**Student:** In classical statistical mechanics I write $Z/Z_0=\langle e^{-\beta V}\rangle_0$, use convexity of the exponential, and get $F\le F_0+\langle V\rangle_0$ in one line. Why does the quantum case need an afternoon?

**Lecturer:** Because your first step is false for operators. It needs $e^{-\beta(H_0+V)}=e^{-\beta H_0}e^{-\beta V}$, which fails in general when $H_0$ and $V$ do not commute. Take Pauli matrices, $H_0=\sigma_z$, $V=\sigma_x$, $\beta=1$. Then $Z=2\cosh\sqrt2=4.36$, while $\mathrm{Tr}\,e^{-H_0}e^{-V}=2\cosh^2 1=4.76$. The product overshoots $Z$, so a lower estimate of the product says nothing about $Z$. The conclusion survives, since $Z_0e^{-\langle V\rangle_0}=2\cosh 1=3.09$ lies below $Z$, but it needs another proof.

**Student:** Then tell me what you assume.

**Lecturer:** Three premises, with $\beta=1/k_BT>0$.

(P1) $H$ and $H_0$ are self-adjoint on the same Hilbert space, bounded below, with purely discrete spectra $E_m$ and $E_i^{(0)}$ and complete orthonormal eigenvectors $\psi_m$ and $\phi_i^{(0)}$.

(P2) $Z=\mathrm{Tr}\,e^{-\beta H}=\sum_m e^{-\beta E_m}$ and $Z_0=\sum_i e^{-\beta E_i^{(0)}}$ are finite. Set $F=-\beta^{-1}\ln Z$ and $F_0=-\beta^{-1}\ln Z_0$.

(P3) With $V=H-H_0$, each eigenvector of one Hamiltonian has a finite mean energy in the other, and the averages $\langle V\rangle_0=Z_0^{-1}\sum_i e^{-\beta E_i^{(0)}}\langle\phi_i^{(0)}|V|\phi_i^{(0)}\rangle$ and $\langle V\rangle_H=Z^{-1}\sum_m e^{-\beta E_m}\langle\psi_m|V|\psi_m\rangle$ converge absolutely.

In finite dimension all three hold automatically, and (P3) holds whenever $V$ is bounded. Nothing is assumed about $[H_0,V]$ or about $V$ being small.

The only analytic tool is $e^{y}\ge 1+y$ for real $y$, with equality only at $y=0$. Take weights $p_m\ge0$ with $\sum_m p_m=1$ and real numbers $a_m$ with finite mean $\bar a=\sum_m p_ma_m$. Put $y=-\beta(a_m-\bar a)$, multiply by $p_me^{-\beta\bar a}$ and sum. The linear term averages to zero, and
$$\sum_m p_m e^{-\beta a_m}\ \ge\ e^{-\beta\bar a}.\tag{1}$$
This is Jensen's inequality for the exponential. Equality requires $a_m=\bar a$ wherever $p_m>0$.

**Student:** That is a statement about numbers. Where do the operators come in?

**Lecturer:** Through the spectral weights. Let $\{\phi_i\}$ be any orthonormal set, finite or infinite, complete or not, each vector having finite mean energy. Define $p_{im}=|\langle\psi_m|\phi_i\rangle|^2$. Two facts follow. Summing over $m$, completeness of the $\psi_m$ gives $\sum_m p_{im}=1$ and $\sum_m p_{im}E_m=\langle\phi_i|H|\phi_i\rangle$. Summing over $i$, Bessel's inequality gives $\sum_i p_{im}\le\|\psi_m\|^2=1$. Use the second fact first:
$$Z=\sum_m e^{-\beta E_m}\ \ge\ \sum_m e^{-\beta E_m}\sum_i p_{im}=\sum_i\sum_m p_{im}e^{-\beta E_m}.$$
All terms are non-negative, so the order of summation may be exchanged. Apply (1) to each inner sum with $a_m=E_m$:
$$\mathrm{Tr}\,e^{-\beta H}\ \ge\ \sum_i \exp\big(-\beta\langle\phi_i|H|\phi_i\rangle\big).\tag{2}$$
That is the Peierls inequality. Equality needs both steps to be sharp: the set must be complete, and each $\phi_i$ must have weight on a single energy, so it is an eigenvector of $H$.

**Student:** That sounds too generous. The variational principle bounds the lowest level, but $\langle\phi_i|H|\phi_i\rangle$ for an excited trial state can lie below the true excited level. Such a term in (2) is too large.

**Lecturer:** That term is, and another pays for it. In a two-level system with levels $\pm\epsilon$, a rotated basis has diagonal elements $\pm\epsilon\cos\vartheta$. The upper one has dropped, the lower one has risen by as much, and $2\cosh(\beta\epsilon\cos\vartheta)\le2\cosh(\beta\epsilon)$. Diagonal elements are averages of eigenvalues, averaging pulls them together, and the sum of a convex function then falls. Inequality (2) concerns the sum, not its terms.

Now choose $\phi_i=\phi_i^{(0)}$, allowed by (P3). With $V_{ii}=\langle\phi_i^{(0)}|V|\phi_i^{(0)}\rangle$ the diagonal elements are $E_i^{(0)}+V_{ii}$, and (2) reads
$$Z\ \ge\ Z_P\equiv\sum_i e^{-\beta E_i^{(0)}}e^{-\beta V_{ii}}=Z_0\sum_i p_i^{(0)}e^{-\beta V_{ii}},\qquad p_i^{(0)}=e^{-\beta E_i^{(0)}}/Z_0 .$$
The exponential factorises here because $E_i^{(0)}$ and $V_{ii}$ are numbers. The $p_i^{(0)}$ are normalised weights and the mean of $V_{ii}$ is $\langle V\rangle_0$, so (1) gives $Z_P\ge Z_0e^{-\beta\langle V\rangle_0}$. The map $Z\mapsto-\beta^{-1}\ln Z$ is decreasing, so with $F_P=-\beta^{-1}\ln Z_P$
$$F\ \le\ F_P\ \le\ F_0+\langle V\rangle_0 .\tag{3}$$
The first step discards the off-diagonal elements of $V$, the second the spread of the diagonal ones. Overall equality needs every $\phi_i^{(0)}$ to be an eigenvector of $H$ and all $V_{ii}$ equal, so $V$ is a multiple of the identity.

**Student:** And the lower bound? An upper bound comes from a trial state, but there is no trial state from below.

**Lecturer:** The premises are symmetric in $H$ and $H_0$. Call $H$ the reference and $H_0=H+(-V)$ the target. Then (3) says $F_0\le F+\langle -V\rangle_H$. Rearranged and joined to (3),
$$F_0+\langle V\rangle_H\ \le\ F\ \le\ F_0+\langle V\rangle_0 .\tag{4}$$
These are the two-sided Gibbs–Bogoliubov inequalities.

**Student:** I call that cheating. To evaluate $\langle V\rangle_H$ I need the thermal state of $H$, and then I have solved the problem.

**Lecturer:** It is a real limitation. The upper bound needs only $H_0$; the lower one is not computable from $H_0$ alone. It earns its keep in two situations. An equilibrium simulation of $H$, by path integrals for instance, delivers averages such as $\langle V\rangle_H$, within statistical error, but not $F$. And if you can prove $V\ge v$ as an operator inequality, then $\langle V\rangle_H\ge v$ and $F\ge F_0+v$.

There is also a picture behind (4). Let $H_\lambda=H_0+\lambda V$, with the premises holding on $0\le\lambda\le1$, and apply (3) with $H_\lambda$ as reference and $H_{\lambda'}$ as target:
$$F(\lambda')\le F(\lambda)+(\lambda'-\lambda)\langle V\rangle_\lambda .\tag{5}$$
At each $\lambda$ a straight line touches $F$ and lies above it everywhere. Such a function is the pointwise minimum of those lines, hence concave, and where it is differentiable its slope is $\langle V\rangle_\lambda$. The bounds (4) are the tangents at $\lambda=0$ and $\lambda=1$. If $F(\lambda)=F_0+\lambda f_1-\lambda^2f_2$ to second order, the upper bound is $F_0+f_1$ and the lower bound is $F_0+F'(1)=F_0+f_1-2f_2$. Each misses $F(1)$ by $f_2$. The gaps are of second order in $V$ and equal at that order.

**Student:** What is left at zero temperature?

**Lecturer:** Let the ground level $E_0$ of $H$ have degeneracy $g$ and projector $P$. Then $Z=e^{-\beta E_0}\big[g+\sum_{E_m>E_0}e^{-\beta(E_m-E_0)}\big]$. Every term of the sum decreases to zero with $\beta$ and is dominated by its value at some $\beta_1$ where (P2) holds, so the sum vanishes and $F\to E_0$. The same argument with (P3) gives $\langle V\rangle_H\to g^{-1}\mathrm{Tr}\,PV$, and likewise for $H_0$. Inequalities with $\le$ survive limits, so for non-degenerate ground states
$$E_0^{(0)}+\langle\psi_0|V|\psi_0\rangle\ \le\ E_0\ \le\ E_0^{(0)}+\langle\phi_0^{(0)}|V|\phi_0^{(0)}\rangle .\tag{6}$$
With degeneracy the expectation values become averages over the ground levels. The right side is Rayleigh–Ritz for $H$ with trial state $\phi_0^{(0)}$, the left side Rayleigh–Ritz for $H_0$ with trial state $\psi_0$. Keeping one term of (2) gives $F\le\langle\phi_i|H|\phi_i\rangle$, so in the limit $E_0\le\inf_i\langle\phi_i|H|\phi_i\rangle$. For a degenerate reference level this beats the average, since one may pick the vector in the level with the lowest $\langle V\rangle$. Finally, for a non-degenerate reference ground state $f_2$ tends to $\sum_{i>0}|V_{i0}|^2/(E_i^{(0)}-E_0^{(0)})$, the magnitude of the second-order energy shift.

**Student:** Numbers, please. One OH bond of water at 1000 K.

**Lecturer:** Model it as a local-mode Morse oscillator, with all energies divided by $hc$ and given in cm$^{-1}$. As typical inputs take $\omega_e=3870$ cm$^{-1}$ and $\omega_ex_e=82$ cm$^{-1}$. Measure the stretch from equilibrium in units of $\ell=\sqrt{\hbar/(2\pi c\,\omega_e\mu)}$, which is $0.0959$ Å for an approximate reduced mass $\mu=0.948$ u, and let $p=-i\,d/dq$:
$$H=\tfrac12\omega_ep^2+U(q),\qquad U=D\,(1-e^{-\alpha q})^2,\qquad H_0=\tfrac12\omega_e(p^2+q^2).$$
With $\kappa=\omega_e/\omega_ex_e=47.195$ the constants are $D=\kappa\omega_e/4=45661$ cm$^{-1}$ and $\alpha=\sqrt{2/\kappa}=0.20586$, so $D\alpha^2=\omega_e/2$ and $H_0$ has the curvature of $U$ at its minimum. The bound states are $\psi_n\propto y^{b/2}e^{-y/2}L_n^{(b)}(y)$ with $y=\kappa e^{-\alpha q}$, $b=\kappa-2n-1>0$ and $L_n^{(b)}$ an associated Laguerre polynomial, and
$$E_n=\omega_e(n+\tfrac12)-\omega_ex_e(n+\tfrac12)^2 .$$
You can verify $n=0$ at the board. Since $d/dq=-\alpha\,y\,d/dy$ and $(y\,d/dy)^2\psi_0=[(b-y)^2/4-y/2]\psi_0$, one finds $H\psi_0/(\omega_e\psi_0)=[\kappa^2-b^2+2y(b+1-\kappa)]/4\kappa$. This is constant for $b=\kappa-1$ and equals $\tfrac12-1/4\kappa$.

**Student:** Your model breaks your own premises. A Morse oscillator dissociates. It has a continuum, and $Z$ is infinite.

**Lecturer:** Correct, and it must be repaired before (4) is used. Put hard walls, the same for $H$ and $H_0$, at zero bond length and at an extension $L=10$ Å. Both spectra are then discrete, both traces finite and $V=U-\tfrac12\omega_eq^2$ is bounded, so (P1)–(P3) hold. Now size the effect of the walls, with $k_BT=695.03$ cm$^{-1}$. For an approximate bond length of $0.96$ Å the inner wall is at $q=-10.0$, where the Gaussian factor of the harmonic thermal density is below $10^{-40}$, and the Morse potential is steeper still on that side. The dissociated states have a weight of order $(L/\Lambda)\,e^{-\beta(D-E_0)}$ relative to the ground state, with the thermal wavelength $\Lambda=h/\sqrt{2\pi\mu k_BT}=0.57$ Å. That is $8\times10^{-27}$. Even multiplied by the largest $|V|$ on the stretched side, $2\times10^{7}$ cm$^{-1}$, it stays below $10^{-18}$ cm$^{-1}$. So the formulas without walls and the lowest bound states suffice. If $L\to\infty$, $F$ does go to $-\infty$, but only as $-k_BT\ln L$ once $L$ is astronomically large.

Reference first. With $\theta=\beta\omega_e=5.568$,
$$F_0=\tfrac12\omega_e+k_BT\ln(1-e^{-\theta})=1935-2.66=1932.3\ \text{cm}^{-1}.$$
For the exact value, $E_0=1914.5$ cm$^{-1}$, the next levels lie $3706$ and $7248$ cm$^{-1}$ higher, and the populations are $0.99516$, $0.00481$ and $2.9\times10^{-5}$. Thus $F=E_0+k_BT\ln(0.99516)=1914.5-3.37=1911.1$ cm$^{-1}$.

For the upper bound use the oscillator matrix element $\langle n|e^{-cq}|n\rangle=e^{c^2/4}L_n(-c^2/2)$ and the generating function $\sum_nz^nL_n(-u)=(1-z)^{-1}e^{uz/(1-z)}$ with $z=e^{-\theta}$. Together they give $\langle e^{-cq}\rangle_0=e^{c^2\sigma^2/2}$ with $\sigma^2=\langle q^2\rangle_0=\tfrac12+z/(1-z)=0.50383$. With $s=\alpha^2\sigma^2=0.021351$ and $\tfrac12\omega_e\sigma^2=Ds$,
$$\langle V\rangle_0=D\,\big(1-2e^{s/2}+e^{2s}-s\big)=37.0\ \text{cm}^{-1}.$$

For the lower bound we need $\langle V\rangle_n=\langle U\rangle_n-\tfrac12\omega_e\langle q^2\rangle_n$ in the Morse states. Vary the depth $D$ at fixed mass and fixed range of the potential in ångström. Then $\omega_e\propto\sqrt D$ while $\omega_ex_e=\omega_e^2/4D$ stays put, and the Hellmann–Feynman theorem gives $\langle U\rangle_n=D\,\partial E_n/\partial D=\tfrac12\omega_e(n+\tfrac12)$. For the second term, $\alpha q=\ln\kappa-\ln y$ and $|\psi_n|^2dq\propto y^{b-1}e^{-y}[L_n^{(b)}]^2dy$. For $n=0$ the average of $y^t$ is $\Gamma(b+t)/\Gamma(b)$, so $\ln y$ has mean $\psi(b)$ and variance $\psi'(b)$, $\psi$ without index being the digamma function, and
$$\langle q^2\rangle_{n=0}=\tfrac{\kappa}{2}\Big\{[\ln\kappa-\psi(\kappa-1)]^2+\psi'(\kappa-1)\Big\}=0.54098 .$$
The same integral gives $1.80475$ for $n=1$ and $3.36857$ for $n=2$. Hence $\langle V\rangle_n=-79.3$, $-589.7$ and $-1680.7$ cm$^{-1}$, and the thermal average is $\langle V\rangle_H=-81.8$ cm$^{-1}$. For the zero-temperature column put $s=1/\kappa$, which gives $V_{00}=36.4$ cm$^{-1}$.

| cm$^{-1}$ | 1000 K | $\beta\to\infty$ |
|---|---|---|
| upper bound | 1969.3 | 1971.4 |
| exact $F$ or $E_0$ | 1911.1 | 1914.5 |
| lower bound | 1850.5 | 1855.7 |
| upper gap | 58.2 | 56.9 |
| lower gap | 60.6 | 58.8 |

**Student:** The inequalities hold, but I am not impressed. The bracket is 118.8 cm$^{-1}$ wide, the anharmonic shift $F-F_0$ is only $-21.2$ cm$^{-1}$, and the bare $F_0$ is closer to $F$ than either bound.

**Lecturer:** All true, but $F_0$ alone carries no guarantee of sign. Let us see where the gap comes from. The same matrix elements give $F_P$ of (3) directly, and it lies only $0.06$ cm$^{-1}$ below $F_0+\langle V\rangle_0$. So the second Jensen step is almost free, because nearly all the weight sits in one state, and the loss is in the Peierls step, the off-diagonal part of $V$ that your classical argument never sees. Expand $V/\omega_e=-\tfrac{\alpha}{2}q^3+\tfrac{7}{24}\alpha^2q^4-\dots$ The cubic term is odd and has no diagonal elements. From $|\langle1|q^3|0\rangle|^2=9/8$, $|\langle3|q^3|0\rangle|^2=6/8$ and $(\alpha/2)^2=1/2\kappa$,
$$f_2\simeq\frac{\omega_e}{2\kappa}\Big(\frac98+\frac13\cdot\frac68\Big)=\Big(\frac9{16}+\frac18\Big)\omega_ex_e=46.125+10.25=56.375\ \text{cm}^{-1},$$
at lowest order in $1/\kappa$. That accounts for most of both zero-temperature gaps and for their near equality. The quartic term gives $\tfrac7{16}\omega_ex_e=35.875$ cm$^{-1}$ at first order, since $\langle0|q^4|0\rangle=3/4$, and $35.875-56.375=-20.5$ cm$^{-1}$ is the exact shift $-\omega_ex_e/4$ of $E_0$.

**Student:** The large piece couples to one quantum, which is just a displacement. Can I move the reference?

**Lecturer:** You can, because (4) holds for every admissible $H_0$. Take $H_0=\tfrac12\omega_e[p^2+w^2(q-q_0)^2]$, with free energy $F_w=\tfrac12\omega_ew+k_BT\ln(1-e^{-\theta w})$ and variance $\sigma^2=\coth(\theta w/2)/2w$. With $s=\alpha^2\sigma^2$ and $A=e^{-\alpha q_0}$, the upper bound is
$$G=F_w+D\,(1-2Ae^{s/2}+A^2e^{2s})-\tfrac12\omega_ew^2\sigma^2 .$$
It is quadratic in $A$ with its minimum at $A=e^{-3s/2}$, that is $q_0=3s/2\alpha$, where the bracket becomes $1-e^{-s}$. Differentiate in $w$. The term $dF_w/dw=\omega_ew\sigma^2$ cancels the explicit derivative of the last term, which leaves $\tfrac12\omega_e(e^{-s}-w^2)\,d\sigma^2/dw$. As $\sigma^2$ strictly decreases with $w$, stationarity means $w^2=e^{-s}$. Iteration gives $w=0.98926$, $s=0.021593$, a frequency of $3828.4$ cm$^{-1}$ and $q_0=0.1573$, an outward shift of $0.015$ Å. We need not prove that this minimum is global, since any $w$ and $q_0$ yield a valid bound. Then $F_w=1911.4$ cm$^{-1}$ and $\langle V\rangle_0=D(1-e^{-s}-se^{-s})=10.5$ cm$^{-1}$. For the lower side the Morse states give $\langle n+\tfrac12\rangle_H=0.50487$ and $\langle(q-q_0)^2\rangle_H=0.52206$, so $\langle V\rangle_H=\tfrac12\omega_e[0.50487-0.52206\,w^2]=-11.7$ cm$^{-1}$. Therefore
$$1899.7\ \le\ F=1911.1\ \le\ 1921.9\quad(\text{cm}^{-1}).$$
The gaps have fallen to $11.4$ and $10.8$ cm$^{-1}$, near the three-quantum piece $\omega_ex_e/8=10.25$ cm$^{-1}$. That piece is skewness of the wave function, which a Gaussian reference cannot imitate. The upper bound, computed without solving the Morse problem, now lies below the harmonic $1932.3$ cm$^{-1}$ and so proves that the anharmonic shift is negative.

**Student:** How much of this is water, and where does the theorem stop?

**Lecturer:** The bounds are rigorous for the model Hamiltonian, and the decimals belong to the model. For the molecule, other coordinates enter. A stretch–bend term $x_{sb}(n_s+\tfrac12)(n_b+\tfrac12)$ with a typical $x_{sb}\approx-20$ cm$^{-1}$ contributes $-5$ cm$^{-1}$ in the ground level, about half the optimised gap. A typical coupling of about $50$ cm$^{-1}$ between the two bonds moves the one-quantum levels up and down by that amount, but changes their summed Boltzmann weight only by the fraction $\cosh(50/695.03)-1=0.003$. Rotation is left out altogether. For water itself, trust tens of cm$^{-1}$.

As for the theorem, it holds at every $\beta>0$ and for $V$ of any strength and any commutator, provided (P1)–(P3) hold. It fails or says nothing in four cases. First, if $H$ is unbounded below, as when $U$ is cut off after the cubic term on the whole line, $Z$ does not exist; $F_0+\langle V\rangle_0$ is still a finite number but bounds nothing finite, and there is no lower bound. Second, with a continuum in infinite volume the traces diverge, and confinement is needed as we supplied it. Third, if $\langle V\rangle_0=+\infty$, as for a hard core that the reference states penetrate, the upper bound is empty. Fourth, $H$ and $H_0$ must act on the same space, with the same walls and, for identical particles, the same exchange symmetry. The bounds apply to $F$ and, in the limit, to $E_0$. They do not apply to individual excited levels, nor to differences or temperature derivatives of bounds such as an entropy or a heat capacity, because an inequality between two functions cannot be differentiated.